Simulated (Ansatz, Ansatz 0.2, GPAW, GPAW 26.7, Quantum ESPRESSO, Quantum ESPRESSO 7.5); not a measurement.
# Work function of NiAl(110) from a relaxed slab: a blind prediction

## What was measured

The quantity is the work function of the clean NiAl(110) surface, prepared on a single crystal by sputtering and annealing. It was obtained from the low-energy cutoff of photoemission. The slowest electrons that still escape mark the vacuum level, and the distance from this cutoff to the Fermi edge, taken from the photon energy, gives the work function. What is observed is thus an average over the illuminated area, in which patches of low work function, steps and residual adsorbates can shift or blur the cutoff. Sputtering can also disturb the composition of an alloy surface, which annealing is meant to restore. The calculation describes a flat, stoichiometric, perfectly ordered terrace. I make the prediction blind: the measured value stays closed until I have committed to an estimate.

## Approach

I aim to predict the work function to within 0.2 eV. That is about the usual error of a semilocal functional for a clean metal surface, and it is still tight enough to expose a wrong surface dipole. Thermal motion should matter only at the level of a few hundredths of an eV, so I leave it out.

The model is a symmetric slab of seven layers, each holding one Ni and one Al atom per surface cell, with the in-plane lattice fixed at that of the measured crystal. I treat it without spin polarisation, since NiAl is a weak paramagnet.

I go straight to PBE with relaxed positions. As I recall, this surface is rippled, with Al displaced outwards and Ni inwards. A slab left as cut has no such ripple and therefore the wrong surface dipole. I also skip a small atomic-orbital basis, because the work function depends on the density tail in the vacuum, which such a basis describes poorly. LDA on its own relaxed geometry will give the scale of the functional's influence. After that I will test what could still move the PBE value: slab thickness, Brillouin-zone sampling and the potentials.

System: NiAl(110); slab of 14 atoms, surface cell 2.881 x 4.074 A from the measured crystal, 16 A of vacuum.

## 1. Relaxed PBE slab, with LDA beside it

The relaxed PBE slab carries the prediction. The same slab as cut shows how much the relaxation contributes, and it also serves as the baseline for the later tests of thickness and mesh. I expect LDA to lie above PBE by roughly 0.3 eV, the usual distance between the two for metal surfaces.

**Run 1.** Ansatz 0.2: PBE, positions relaxed; 14 atoms, 12x10 mesh, Fermi-Dirac 0.1 eV.

Key lines of the input:
```
crystal:
  lattice:
    - [2.881, 0.0, 0.0]
    - [0.0, 4.0743492732, 0.0]
    - [0.0, 0.0, 28.2230478196]
  atoms:
    - { symbol: Ni, position: [0.0, 0.5, 0.2834562749] }
    - { symbol: Al, position: [0.5, 0.0, 0.2834562749] }
    # ... 8 more lines ...
    - { symbol: Ni, position: [0.0, 0.0, 0.6443624834] }
    - { symbol: Al, position: [0.5, 0.5, 0.6443624834] }
    - { symbol: Al, position: [0.5, 0.0, 0.7165437251] }
    - { symbol: Ni, position: [0.0, 0.5, 0.7165437251] }
hamiltonian:
  xc: pbe
kpoints:
  mp_grid: { grid: [12, 10, 1] }
scf:
  occupations: { method: fermi_dirac, width: 0.1 }
  convergence: { dr2_threshold: 1.0e-09 }
efield:
  axis: 3
  dipole_correction: true
relax:
  f_tol: 0.015
  max_steps: 50
  constraints: [{ sites: [6] }]
# cutoff taken by the program: 420 eV
```

Command:
```
ansatz run input.yaml --threads 2 --pin off --max-ram 4096MiB --backend cpu --events-out ev --progress --plain --runs-dir out
```

Selected lines of the output:
```
Work function:   Φ+ = 4.7464 eV   Φ− = 4.7464 eV
```

Converged; 4.4 min on 2 cores of AMD EPYC 7R13 (Zen 3), shared host. Warnings: published_levels_not_confirmed (in short: Re-solved in the output density's potential, some published eigenvalues moved beyond their bar, were not read, or were not checked at all; their self-consistency is uncertain, published values unchanged); xc_potential_rough_in_thin_density (in short: The exchange-correlation potential varies sharply where the density is thin, so no vacuum level should be read from v_tot or v_xc; the notice says which field, if any, gives one).

**Run 2.** Ansatz 0.2: PBE, slab as cut; 14 atoms, 12x10 mesh, Fermi-Dirac 0.1 eV.

Key lines of the input, as changed from run 1:
```diff
- relax:
-   f_tol: 0.015
-   max_steps: 50
-   constraints: [{ sites: [6] }]
```

Selected lines of the output:
```
SCF 1 converged in 12 iterations: F = -44647.418432 eV  dr2 = 2.24e-10
SCF converged after 12 iterations
Free energy (F): -44647.418432 eV
Fermi energy:    4.676677 eV
Dipole field:    D = 0.000000 V/Å  (p = 0.000000 e·Å, saw-weighted, corrected)
Work function:   Φ+ = 4.8856 eV   Φ− = 4.8856 eV
```

Converged; took 75 s. Warnings: xc_potential_rough_in_thin_density.

**Run 3.** Ansatz 0.2: LDA, positions relaxed; 14 atoms, 12x10 mesh, Fermi-Dirac 0.1 eV.

Key lines of the input, as changed from run 1:
```diff
  hamiltonian:
-   xc: pbe
+   xc: lda
+   dispersion: none
```

Selected lines of the output:
```
Work function:   Φ+ = 4.9731 eV   Φ− = 4.9731 eV
```

Converged; took 4.2 min. Warnings: xc_potential_rough_in_thin_density.

| quantity | run 1 | run 2 | run 3 |
| --- | --- | --- | --- |
| work function (eV) | 4.746 | 4.886 | 4.973 |
| slab thickness between the outer atomic planes (Å) | 12.48 | 12.22 | 12.01 |

Relaxation lowers the PBE work function by 0.14 eV, from 4.886 to 4.746 eV, so the slab as cut would have used up most of the 0.2 eV target on geometry alone. The direction fits Al atoms moving outwards, since an electropositive species displaced towards the vacuum weakens the surface dipole. The thickness, which grows by 0.26 Å, doesn't prove this by itself, because it also contains any change in the inner layer spacings.

LDA lies 0.23 eV above PBE, in the expected direction and somewhat closer than I had assumed. This is not a pure effect of the functional at fixed geometry. The LDA slab is 0.47 Å thinner than the PBE one, probably because LDA favours a smaller crystal and, held at the measured in-plane cell, contracts along the normal.

Two warnings bear on the level differences from which a work function is formed. One leaves the self-consistency of some eigenvalues of the relaxed PBE run uncertain. The other, common to all three runs, advises against reading a vacuum level from the total or exchange-correlation potential. I therefore want the PBE value confirmed independently before I rely on it.

## 2. Second program, denser mesh, thicker slab

Quantum ESPRESSO with ultrasoft potentials, on the same relaxed geometry, tests the potentials and the determination of both levels at once. I expect agreement within about 0.05 eV. The other two runs start from the slab as cut: one has a denser mesh with smaller smearing, the other has nine layers instead of seven. Metal slabs show quantum-size oscillations in the work function, and I expect each of these changes to stay below 0.05 eV as well.

**Run 4.** Quantum ESPRESSO 7.5: PBE, GBRV ultrasoft pseudopotentials, on the PBE-relaxed geometry, 12x10 mesh, Fermi-Dirac 0.007 Ry.

Key lines of the input:
```
&control
  calculation = 'scf'
/
&system
  ibrav = 0
  nat = 14
  ntyp = 2
  ecutwfc = 40
  ecutrho = 200
  occupations = 'smearing'
  smearing = 'fd'
  degauss = 0.007
/
&electrons
  conv_thr = 1e-07
  mixing_beta = 0.4
  electron_maxstep = 120
  mixing_mode = 'local-TF'
/
ATOMIC_SPECIES
  Ni  58.6934  ni_pbe_v1.4.uspp.F.UPF
  Al  26.9815  al_pbe_v1.uspp.F.UPF
CELL_PARAMETERS angstrom
  2.88100000000000 0.00000000000000 0.00000000000000
  0.00000000000000 4.07434927320000 0.00000000000000
  0.00000000000000 0.00000000000000 28.22304781960000
ATOMIC_POSITIONS crystal
  Ni  0.000000000000 0.500000000000 0.285353231736
  Al  0.500000000000 0.000000000000 0.278952861424
  ... 8 more lines ...
  Ni  0.000000000000 0.000000000000 0.644546661199
  Al  0.500000000000 0.500000000000 0.645788575656
  Al  0.500000000000 0.000000000000 0.721047135965
  Ni  -0.000000000000 0.500000000000 0.714646765082
K_POINTS automatic
  12 10 1 0 0 0
```

Command:
```
OMP_NUM_THREADS=1 mpirun -n 2 pw.x -nk 2 -in calc.in > calc.out
```

Selected lines of the output and, marked #, of the analysis:
```
# read off the planar mean of calc.pot.dat: phi_plus = 4.7470 eV
# read off the planar mean of calc.pot.dat: phi_minus = 4.7471 eV
```

Converged; 32 min on 2 cores of Intel Xeon at 2.50GHz (Skylake/Cascade Lake), shared host.

**Run 5.** Ansatz 0.2: PBE, with 20x14 mesh and smearing 0.02 eV (base case: slab as cut; 14 atoms, 12x10 mesh, Fermi-Dirac 0.1 eV).

Key lines of the input, as changed from run 2:
```diff
  kpoints:
-   mp_grid: { grid: [12, 10, 1] }
+   mp_grid: { grid: [20, 14, 1] }
  scf:
-   occupations: { method: fermi_dirac, width: 0.1 }
+   occupations: { method: fermi_dirac, width: 0.02 }
```

Selected lines of the output:
```
Work function:   Φ+ = 4.8930 eV   Φ− = 4.8931 eV
```

Converged; 2.5 min on 2 cores of AMD EPYC 7R13 (Zen 3), shared host. Warnings: xc_potential_rough_in_thin_density.

**Run 6.** Ansatz 0.2: PBE, with 18 atoms (base case: slab as cut; 14 atoms, 12x10 mesh, Fermi-Dirac 0.1 eV).

Key lines of the input:
```
crystal:
  lattice:
    - [2.881, 0.0, 0.0]
    - [0.0, 4.0743492732, 0.0]
    - [0.0, 0.0, 32.2973970928]
  atoms:
    - { symbol: Ni, position: [0.0, 0.0, 0.2476979794] }
    - { symbol: Al, position: [0.5, 0.5, 0.2476979794] }
    # ... 12 more lines ...
    - { symbol: Ni, position: [0.0, 0.5, 0.6892265154] }
    - { symbol: Al, position: [0.5, 0.0, 0.6892265154] }
    - { symbol: Ni, position: [0.0, 0.0, 0.7523020206] }
    - { symbol: Al, position: [0.5, 0.5, 0.7523020206] }
hamiltonian:
  xc: pbe
kpoints:
  mp_grid: { grid: [12, 10, 1] }
scf:
  occupations: { method: fermi_dirac, width: 0.1 }
  convergence: { dr2_threshold: 1.0e-09 }
efield:
  axis: 3
  dipole_correction: true
# cutoff taken by the program: 420 eV
```

Selected lines of the output:
```
Work function:   Φ+ = 4.8902 eV   Φ− = 4.8903 eV
```

Converged; took 2 min. Warnings: xc_potential_rough_in_thin_density.

| quantity | run 4 | run 5 | run 6 |
| --- | --- | --- | --- |
| work function (eV) | 4.747 | 4.893 | 4.890 |
| slab thickness between the outer atomic planes (Å) | – | 12.22 | 16.30 |

On the relaxed geometry, Quantum ESPRESSO gives 4.747 eV against 4.746 eV from the first program. With different potentials and a vacuum level read separately from the planar mean of the potential, this removes my concern about the warnings as far as the work function goes. It doesn't test PBE itself or the relaxed geometry, which both runs share.

The denser mesh with smaller smearing raises the value for the slab as cut by 0.007 eV, and two more layers raise it by 0.005 eV. Both shifts are far below the 0.2 eV target. They were found without relaxation, so they support the sampling and thickness of the relaxed slab only indirectly; a thicker slab could also relax slightly differently.

The relaxed coordinates also settle what the slab thickness left open. The outermost Al atoms lie about 0.18 Å above the Ni atoms of the same layer, with Al displaced outwards and Ni inwards. This is the ripple I expected, and it fits the lowering of the work function on relaxation.

## 3. Higher plane-wave cutoff

The effect of the plane-wave cutoff on the PBE slab has not been shown in this report so far, and the density tail that sets the surface dipole could depend on it. I raise it from 420 to 600 eV on the slab as cut, where the other settings were tested too. I expect a shift of no more than about 0.02 eV.

**Run 7.** Ansatz 0.2: PBE, with 600 eV cutoff (base case: slab as cut; 14 atoms, 12x10 mesh, Fermi-Dirac 0.1 eV).

Key lines of the input, as changed from run 2:
```diff
- # cutoff taken by the program: 420 eV
+ basis:
+   ecutwfc: "600 eV"
```

Selected lines of the output:
```
Free energy (F): -44647.434864 eV
Work function:   Φ+ = 4.8856 eV   Φ− = 4.8856 eV
```

Converged; 5.2 min on 2 cores of Intel Xeon at 2.50GHz (Skylake/Cascade Lake), shared host. Warnings: xc_potential_rough_in_thin_density.

| quantity | run 7 |
| --- | --- |
| work function (eV) | 4.886 |
| slab thickness between the outer atomic planes (Å) | 12.22 |

The higher cutoff leaves the work function of the slab as cut at 4.886 eV, with no change within the printed precision. The total free energy still falls by 0.016 eV, but this has no visible effect on the difference between the vacuum and Fermi levels. For this slab, 420 eV is sufficient for the work function.

## Prediction

I commit to a work function of 4.75 ± 0.2 eV for clean NiAl(110). The value is that of the relaxed PBE slab, on which two programs with different potentials agree to 0.001 eV. I apply no correction.

The numerical part of the error is small: on the slab as cut, a denser mesh with smaller smearing, two more layers and a higher cutoff each moved the result by less than 0.01 eV. The error bar therefore reflects mainly the functional. LDA on its own relaxed geometry lies 0.23 eV higher, and the usual error of a semilocal functional for a clean metal surface is roughly 0.2 eV in either direction. The error bar is as wide as the target, so a miss of the target is quite possible even if PBE performs as it normally does.

## Measured values

Source: "The Static and Dynamic Lattice Changes Induced by Hydrogen Adsorption on NiAl(110)" (2002, arXiv:cond-mat/0205623).

| compared with | measured | source's wording or label | method |
| --- | --- | --- | --- |
| work function (eV) | 4.81 ± 0.04 | clean surface | photoemission low-energy cutoff |

Conditions are those given with the value in the passage it was taken from; "not stated" means there, and the paper may say more elsewhere. The values are a selection: others may have been left out beforehand as unlike or outlying.

## All runs against the measurement

| run | settings | work function (eV) | deviation | cost |
| --- | --- | --- | --- | --- |
| 1 | Ansatz: PBE, positions relaxed, 14 atoms, 12x10 mesh, Fermi-Dirac 0.1 eV | 4.746 | −0.064 | 8.7 core-min |
| 2 | Ansatz: PBE, slab as cut, 14 atoms, 12x10 mesh, Fermi-Dirac 0.1 eV | 4.886 | +0.076 | 2.5 core-min |
| 3 | Ansatz: LDA, positions relaxed, 14 atoms, 12x10 mesh, Fermi-Dirac 0.1 eV | 4.973 | +0.163 | 8.4 core-min |
| 4 | Quantum ESPRESSO: PBE, GBRV ultrasoft pseudopotentials, on the PBE-relaxed geometry, 12x10 mesh, Fermi-Dirac 0.007 Ry | 4.747 | −0.063 | 63 core-min |
| 5 | Ansatz: PBE, with 20x14 mesh and smearing 0.02 eV (base case: slab as cut; 14 atoms, 12x10 mesh, Fermi-Dirac 0.1 eV) | 4.893 | +0.083 | 5.1 core-min |
| 6 | Ansatz: PBE, with 18 atoms (base case: slab as cut; 14 atoms, 12x10 mesh, Fermi-Dirac 0.1 eV) | 4.890 | +0.080 | 4.1 core-min |
| 7 | Ansatz: PBE, with 600 eV cutoff (base case: slab as cut; 14 atoms, 12x10 mesh, Fermi-Dirac 0.1 eV) | 4.886 | +0.076 | 10 core-min |
|  | measured | 4.81 ± 0.04 |  |  |

Further runs on the same system, made beside this series (convergence steps with loose settings among them):

| further | settings | work function (eV) | deviation | cost | status |
| --- | --- | --- | --- | --- | --- |
| F1 | Ansatz: r2SCAN, single point on the PBE-relaxed geometry | 4.839 | +0.029 | 6.7 core-min | warnings: xc_potential_rough_in_thin_density |
| F2 | Ansatz: HSE06 on the PBE-relaxed geometry, 8x6 mesh | 4.852 | +0.042 | 1.5 core-h | warnings: filled_band_counts_differ_across_k_points (k-points fill unequal …; xc_potential_rough_in_thin_density |
| F3 | Ansatz: PBE with spin-orbit coupling on the PBE-relaxed geometry | 4.746 | −0.064 | 21 core-min | warnings: xc_potential_rough_in_thin_density |
| F4 | Ansatz: PBEsol, single point on the PBE-relaxed geometry | 4.830 | +0.020 | 2.6 core-min | warnings: xc_potential_rough_in_thin_density |
| F5 | Ansatz: RPBE, single point on the PBE-relaxed geometry | 4.642 | −0.168 | 2.3 core-min | warnings: xc_potential_rough_in_thin_density |
| F6 | GPAW: PBE, atomic-orbital basis dzp, slab as cut, 6x4 mesh | 4.915 | +0.105 | 35 core-min |  |
| F7 | Ansatz: LDA, slab as cut, 6x4 mesh, 280 eV | 5.149 | +0.339 | under 1 core-min | warnings: cutoff_below_recommended (cutoff below the recommended one); xc_potential_rough_in_thin_density |
| F8 | Quantum ESPRESSO: vdW-DF-cx, GBRV ultrasoft pseudopotentials, on the PBE-relaxed geometry, 12x10 mesh, Fermi-Dirac 0.007 Ry (files made for PBE) | 4.883 | +0.073 | 59 core-min |  |
| F9 | GPAW: PBE, plane waves 500 eV, slab as cut, 12x10 mesh | 4.902 | +0.092 | 37 core-min |  |
|  | measured | 4.81 ± 0.04 |  |  |  |

## Conclusion

The blind estimate of 4.75 eV meets the 0.2 eV target: the relaxed PBE slab lies 0.064 eV below the measured 4.81 ± 0.04 eV, at a cost of 8.7 core-minutes.

Relaxation mattered most for the physics, since it brings in the surface ripple and lowers the work function by 0.14 eV. It wasn't needed to reach the target, though. The slab as cut errs by only 0.076 eV, on the high side, because its missing ripple offsets PBE's low value. I wouldn't rely on that cancellation for another surface. LDA with relaxation also passes, 0.163 eV too high.

The second program was the most useful check, as it confirmed the value with different potentials. Mesh with smearing, thickness and cutoff each shifted the slab as cut by less than 0.01 eV, and spin-orbit coupling changes nothing visible on the relaxed one. Numerical settings are therefore an unlikely source of the remaining difference. My doubt about a small atomic-orbital basis was too strong: for the slab as cut, GPAW gives 4.915 eV with such a basis on a coarse mesh and 4.902 eV with plane waves on a denser one.

The functional is the likelier one. On the same PBE geometry, PBEsol, r2SCAN and HSE06 give values 0.08 to 0.11 eV higher, while RPBE falls 0.10 eV lower. The first three land within about 0.04 eV of experiment, too close to the measured uncertainty to rank them. Steps and patches on the real crystal can also shift the measured cutoff; the size of that effect for this sample is not shown in this report.

The composition of the annealed surface and the effect of relaxing a thicker slab are not shown in this report. The computed ripple is not compared with experiment here.

[Logs are printed without paths, hosts, clocks, repeated set-up lines and the standing remarks that a program may print on its own settings, such as how far it seeks lower states.]

[The runs shown are a pick from a larger set of finished runs; failed, doubtful and other runs were left out of it ahead of writing. So were measured values far from every level or from commonly accepted values, and agreement can look better than it is. Lines of input and output are excerpts and may be shortened.]
